## Question

The table lists the orbital energies of a small tantalum(V) molecule, computed with four density functionals at one fixed geometry. Orbital index 0 is the highest occupied orbital (HOMO) and index 1 is the lowest empty one (LUMO). The last column shows how far a level moves when PBE is replaced by r2SCANh. A negative number means that the level becomes deeper.

Kohn–Sham orbital energies of closed-shell CH3Ta(NH)Cl2 in the gas phase, computed with Ansatz 0.2.0 in the def2-TZVPP basis at the PBE0-D4/def2-TZVP geometry, with a def2 core potential on Ta and no spin-orbit coupling. Orbitals are counted from the HOMO (index 0; 1 is the LUMO) and matched between functionals by their order in energy.

| orbital index | PBE (eV) | B97M-V (eV) | r2SCAN (eV) | r2SCANh (eV) | r2SCANh less PBE (eV) |
| --- | --- | --- | --- | --- | --- |
| -18 | -38.74 | -40.84 | -40.16 | -41.22 | -2.49 |
| -17 | -38.66 | -40.75 | -40.03 | -41.06 | -2.40 |
| -16 | -38.41 | -40.51 | -39.80 | -40.83 | -2.42 |
| -15 | -20.29 | -21.76 | -21.26 | -22.16 | -1.87 |
| -14 | -20.09 | -21.56 | -21.04 | -21.93 | -1.85 |
| -13 | -19.22 | -20.78 | -20.28 | -21.16 | -1.94 |
| -12 | -17.00 | -18.25 | -17.97 | -18.78 | -1.77 |
| -11 | -11.19 | -11.77 | -11.64 | -12.26 | -1.07 |
| -10 | -10.19 | -10.68 | -10.62 | -11.19 | -1.00 |
| -9 | -10.14 | -10.63 | -10.56 | -11.12 | -0.98 |
| -8 | -9.78 | -10.28 | -10.19 | -10.74 | -0.95 |
| -7 | -9.41 | -9.93 | -9.84 | -10.39 | -0.97 |
| -6 | -8.68 | -9.15 | -9.07 | -9.60 | -0.92 |
| -5 | -8.61 | -9.05 | -8.99 | -9.52 | -0.91 |
| -4 | -8.38 | -8.86 | -8.78 | -9.30 | -0.92 |
| -3 | -8.16 | -8.64 | -8.55 | -9.06 | -0.90 |
| -2 | -7.58 | -7.97 | -7.92 | -8.42 | -0.84 |
| -1 | -7.01 | -7.29 | -7.29 | -7.79 | -0.78 |
| 0 | -6.88 | -7.18 | -7.17 | -7.66 | -0.78 |
| 1 | -2.86 | -2.66 | -2.71 | -2.40 | 0.46 |
| 2 | -2.39 | -2.24 | -2.26 | -1.97 | 0.42 |
| 3 | -1.37 | -1.26 | -1.18 | -0.91 | 0.46 |
| 4 | -0.75 | -0.47 | -0.58 | -0.27 | 0.48 |

PBE uses the electron density and its gradient. r2SCAN and B97M-V also use the kinetic-energy density, which measures how rapidly the orbitals vary in space. r2SCANh is r2SCAN with 10 % exact exchange. Rows −18 to −16 are the 5p semicore of tantalum, and the occupied valence levels begin at row −15.

(a) What rule connects the shift of an occupied valence level with its depth, and why should there be one?

(b) Which rows break the rule, and by how much?

(c) Does the break among the occupied valence levels come from the exact exchange or from the change of semilocal form?

(d) Why do the empty levels behave differently?

## Model answer

### (a) Deeper levels fall further

Apart from wiggles of a few hundredths of an eV, the shift grows with depth through the upper valence levels. It is −0.78 eV at the HOMO and −1.07 eV at row −11. The close pair −15 and −14, much deeper, falls by almost 1.9 eV.

A hydrogen-like ion shows why. Its single electron should not repel itself, but a semilocal functional cancels this self-repulsion only in part, and the level tends to lie too high. If the nuclear charge is doubled, the orbital shrinks to half its size, the self-repulsion doubles and the level becomes four times as deep. On this picture deeper orbitals tend to be more compact and have more self-repulsion to lose. Exact exchange removes part of it directly. For the change of semilocal form, which also lowers deep levels more, the picture is only a plausible guide.

The analogy gives the direction of the trend, not its slope. In a molecule the depth of a level also depends on the other electrons and nuclei. The slope is therefore taken from the table, with a straight line fitted to fourteen occupied valence levels:

shift ≈ −0.203 eV + 0.0813 × (PBE orbital energy)

Rows −13 and −12 were left out because they probably belong to a different kind of shell, as explained below. The line reproduces the fourteen shifts with a typical error of 0.03 eV. The square-root law suggested by the ion does slightly worse, with 0.05 eV.

### (b) Three groups leave the line

Row −13 serves as the worked case; it was not part of the fit. Its PBE energy is −19.22 eV, so the line gives −0.203 − 0.0813 × 19.22 ≈ −1.77 eV. The computed shift is −1.94 eV, which is nearly 0.2 eV further down. Row −12 overshoots by about the same amount.

The break at row −13 can be seen without a fit, because this level falls further than both valence levels below it. Counting electron pairs suggests what it is. Two chlorines, one nitrogen and one carbon supply four s-type levels below the twelve upper valence levels. The close pair fits chlorine 3s, row −13 nitrogen 2s and row −12 carbon 2s, an assignment that rests on the usual order of atomic levels.

The tantalum 5p levels break the rule the other way and fall less than their depth suggests. The straight line overshoots their shift by about 0.9 eV and the square-root law by about 0.4 eV, so the direction of this break is firmer than its size. The calculations also leave out spin-orbit coupling, which would split these levels by several eV and so change their depths. A likely reason is their high shell number. In hydrogen-like ions of equal depth, a 5p orbital is larger than a 2s or 3s orbital. Depth may therefore overstate how compact tantalum 5p is compared with the ligand orbitals.

The largest break within the valence region is at the gap. Continued to the LUMO, the line predicts a fall of 0.44 eV, but the level rises by 0.46 eV. The other three empty levels rise by similar amounts.

### (c) The 2s break comes with the semilocal form

The shift is the sum of two steps. Going from PBE to r2SCAN changes the semilocal form, and going on to r2SCANh adds exact exchange. For each step, a line drawn between the neighbouring rows −14 and −11 shows where a smooth trend would put the two levels.

In the first step, rows −13 and −12 fall 0.16 and 0.19 eV below that line. In the second they lie within 0.02 eV of it, which is no more than rounding can produce. Exact exchange lowers these levels strongly, but no more than a line that passes through chlorine 3s suggests. The break therefore enters with the change from PBE to r2SCAN.

B97M-V, which contains no exact exchange either, supports this reading. Measured in the same way against PBE, it puts row −13 0.18 eV below the line and row −12 0.09 eV below it. The break thus appears with both functionals that use the kinetic-energy density but no exact exchange, although its size for row −12 depends on the functional.

Theory offers a reason. In PBE, exchange and correlation act on every orbital through one common potential. In r2SCAN and B97M-V there is an additional term that acts on the slope of each orbital, which gives two levels of equal depth a further way to shift differently. The 2s shells of carbon and nitrogen have one radial node and chlorine 3s has two, so their slopes differ. The carbon and nitrogen levels also take part in bonds to hydrogen, which the chlorine levels do not. These orbital energies cannot settle which difference matters more, or whether it acts through the slope term or through the altered common potential.

### (d) An empty orbital has no self-repulsion to remove

Exact exchange treats occupied and empty orbitals differently. For an occupied orbital it includes the term that cancels the electron's repulsion of itself, so the level falls. An empty orbital holds no electron and has no such term. It loses part of the attractive semilocal exchange potential and gets a weaker exact-exchange attraction in return, so it rises.

The gap between HOMO and LUMO widens by 0.78 + 0.46 = 1.24 eV. Exact exchange supplies 0.80 eV of this, and the change from PBE to r2SCAN supplies the other 0.44 eV. The second part needs no exact exchange. A likely reason is the slope term, which can act differently on occupied and empty orbitals, but a changed common potential can also shift orbitals in different parts of the molecule by different amounts.

Occupation is not the only thing that changes at the gap. In a tantalum(V) compound of this kind, the HOMO is mainly a ligand orbital and the LUMO mainly tantalum 5d. The occupied tantalum 5p levels fall, so belonging to tantalum does not by itself make a level rise. A 5p shell is only a partial stand-in for 5d, however, and the table cannot divide the jump between occupation and orbital character.

## Remarks on the reasoning

**A good explanation of the trend need not explain the exception.** It is tempting to say that nitrogen 2s is compact, that compact orbitals suffer most from self-repulsion, and that exact exchange therefore causes the break. The first two statements are reasonable, but the conclusion fails once the shift is split into its two steps. An answer that stops at the total shift would name the wrong ingredient.

**The ruler must suit the rows it measures.** The fitted levels form two groups, one between about −7 and −11 eV and one near −20 eV. Rows −13 and −12 lie between them, and the straight line and the square-root law give nearly the same break there. Near −20 eV, however, the ruler rests on chlorine 3s alone. A line through only the twelve upper levels would leave chlorine 3s falling too far as well, though by less than the 2s levels. The break of nearly 0.2 eV is therefore an excess over chlorine 3s, not over depth alone. Tantalum 5p lies far outside, where the two laws disagree. The printed analysis that follows shows both fits and the separate steps.

**Order in energy is not identity.** Orbitals are matched between functionals by their position in the ladder, so close neighbours in the upper valence region could change places. This hardly affects the argument, because levels close enough to change places differ little in energy, so their shifts change little whichever way they are matched. Rows −13 and −12 stay well separated from the levels around them in all four methods.

**A wider orbital gap is not a measured excitation energy.** The 1.24 eV describes how two functionals place their levels. It should not be added to an absorption energy or used as a correction to an ionisation energy.

For practical work with this molecule, a PBE ladder cannot be turned into an r2SCANh ladder by moving all levels by one amount. The four empty levels in the table come close to a common rise, between 0.42 and 0.48 eV, but higher ones need not follow it. The occupied levels need a correction that grows with depth, and the nitrogen and carbon 2s levels and the tantalum semicore have to be treated separately.

Numerical output:

```
fit of shift on 14 rows (ref): constant 0.8128 +/- 0.078, coefficient of root -0.5862 +/- 0.024; rms 0.048, worst -11 -0.078, leave-one-out rms 0.0568
  rows outside the fit (model, value, miss): -18 -2.836, -2.49, -0.346; -17 -2.832, -2.4, -0.432; -16 -2.82, -2.42, -0.4; -13 -1.757, -1.94, 0.183; -12 -1.604, -1.77, 0.166; 1 -0.1785, 0.46, -0.639; 2 -0.0934, 0.42, -0.513; 3 0.1267, 0.46, -0.333; 4 0.3052, 0.48, -0.175
fit of shift on 14 rows (ref): constant -0.203 +/- 0.022, coefficient of pbe 0.08128 +/- 0.002; rms 0.0283, worst -8 -0.0479, leave-one-out rms 0.0322
  rows outside the fit (model, value, miss): -18 -3.352, -2.49, -0.862; -17 -3.345, -2.4, -0.945; -16 -3.325, -2.42, -0.905; -13 -1.765, -1.94, 0.175; -12 -1.585, -1.77, 0.185; 1 -0.4355, 0.46, -0.895; 2 -0.3973, 0.42, -0.817; 3 -0.3144, 0.46, -0.774; 4 -0.264, 0.48, -0.744
row -13 off the neighbour line, PBE to r2SCAN (eV): -0.1589
row -12 off the neighbour line, PBE to r2SCAN (eV): -0.1936
row -13 off the neighbour line, r2SCAN to r2SCANh (eV): -0.01639
row -12 off the neighbour line, r2SCAN to r2SCANh (eV): -0.01374
row -13 off the neighbour line, PBE to B97M-V (eV): -0.177
row -12 off the neighbour line, PBE to B97M-V (eV): -0.089
row -13 less mean of rows -15 and -14, PBE to r2SCAN shift (eV): -0.1
row -13 less mean of rows -15 and -14, r2SCAN to r2SCANh shift (eV): 0.015
gap opening, PBE to r2SCANh (eV): 1.24
gap opening, PBE to r2SCAN (eV): 0.44
gap opening, r2SCAN to r2SCANh (eV): 0.8
gap opening, PBE to B97M-V (eV): 0.5
```
